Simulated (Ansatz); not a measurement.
Level of theory: DFT PBE, scalar-relativistic, plane waves, PAW (Ansatz 0.2.0). Settings: cutoff 420 eV, Γ-centred meshes spaced at most about 0.3 Å⁻¹, and about 0.25 Å⁻¹ or finer for metals (2π included), Gaussian smearing. No spin polarisation in the final relaxations.

Temperature and zero-point effects are left out.

Two relaxed structures of Ti5Si:

A.

```
CELL_PARAMETERS angstrom
6.38286 0.00000 0.00000
0.00000 6.38286 0.00000
0.00000 0.00000 2.81445
ATOMIC_POSITIONS crystal
Ti 0.75214 0.75214 0.50000
Ti 0.24786 0.24786 0.50000
Ti 0.24786 0.75214 0.50000
Ti 0.75214 0.24786 0.50000
Ti 0.50000 0.50000 0.00000
Si 0.00000 0.00000 0.00000
```

B.

```
CELL_PARAMETERS angstrom
-2.43329 2.43329 4.93668
2.43329 -2.43329 4.93668
2.43329 2.43329 -4.93668
ATOMIC_POSITIONS crystal
Ti 0.00000 0.00000 0.00000
Ti 0.50000 0.00000 0.50000
Ti 0.00000 0.50000 0.50000
Ti 0.74271 0.74271 0.00000
Ti 0.25729 0.25729 0.00000
Si 0.50000 0.50000 0.00000
```

Task: Which would you expect to be lower, and how large is the difference?

Result: A is lower, by 253 meV/atom. A has space group P4/mmm (No. 123), 19.1 Å³/atom and no gap on its mesh; B has space group I4/mmm (No. 139), 19.5 Å³/atom and no gap. Counting Ti atoms around Si (those within 1.25 times the shortest such distance or 1.15 times the sum of covalent radii), A has Si 8 and B has Si 6. Even the lower one lies +0.28 eV/atom against the reference forms of the elements (uncorrected), so neither is stable at this level. In A, Ti on a site of symmetry m2m is surrounded by 2 Si at 2.64 Å, 4 Ti at 2.68–2.81 Å and 4 Ti at 3.16–3.22 Å; Ti on a site of symmetry 4/mmm has 10 Ti at 2.68–2.81 Å; around Si lie 8 Ti at 2.64 Å and 2 Si at 2.81 Å. In B, Ti on a site of symmetry 4/mmm is surrounded by 6 Ti at 2.43–2.54 Å; Ti on a site of symmetry mmm is surrounded by 2 Si at 2.43 Å, 2 Ti at 2.43 Å and 12 Ti at 3.42–3.52 Å; around Si lie 6 Ti at 2.40–2.43 Å; 1 more site not described. Both come from invented guesses. A third cell relaxed alike, in R32 (a Materials Project cell), lies 0.58 eV/atom below the lower of the two.

Cells relaxed within their symmetry can be saddle points.

The preference for A probably reflects how the two structures distribute their contacts, since their volumes per atom are nearly the same. In A, Si has 8 Ti neighbours at 2.64 Å, and the Ti–Ti contacts are only moderately short for a metal whose partly filled d band favours many neighbours over a few short bonds. B instead combines Ti–Ti contacts as short as 2.43 Å, far below those in elemental titanium, with a wide gap before the next Ti shell around the mmm site. Such compression costs repulsion that the few close bonds are unlikely to repay. The Si–Si contacts of 2.81 Å in A are too long for normal single bonds and should contribute little.

Titanium and silicon are known to form strongly exothermic silicides, so the positive energy of A points to an unfavourable arrangement rather than weak Ti–Si affinity. The R32 cell supports this, as its energy advantage places it below the elements. Whether it would survive decomposition into titanium and a silicon-richer silicide remains undetermined.
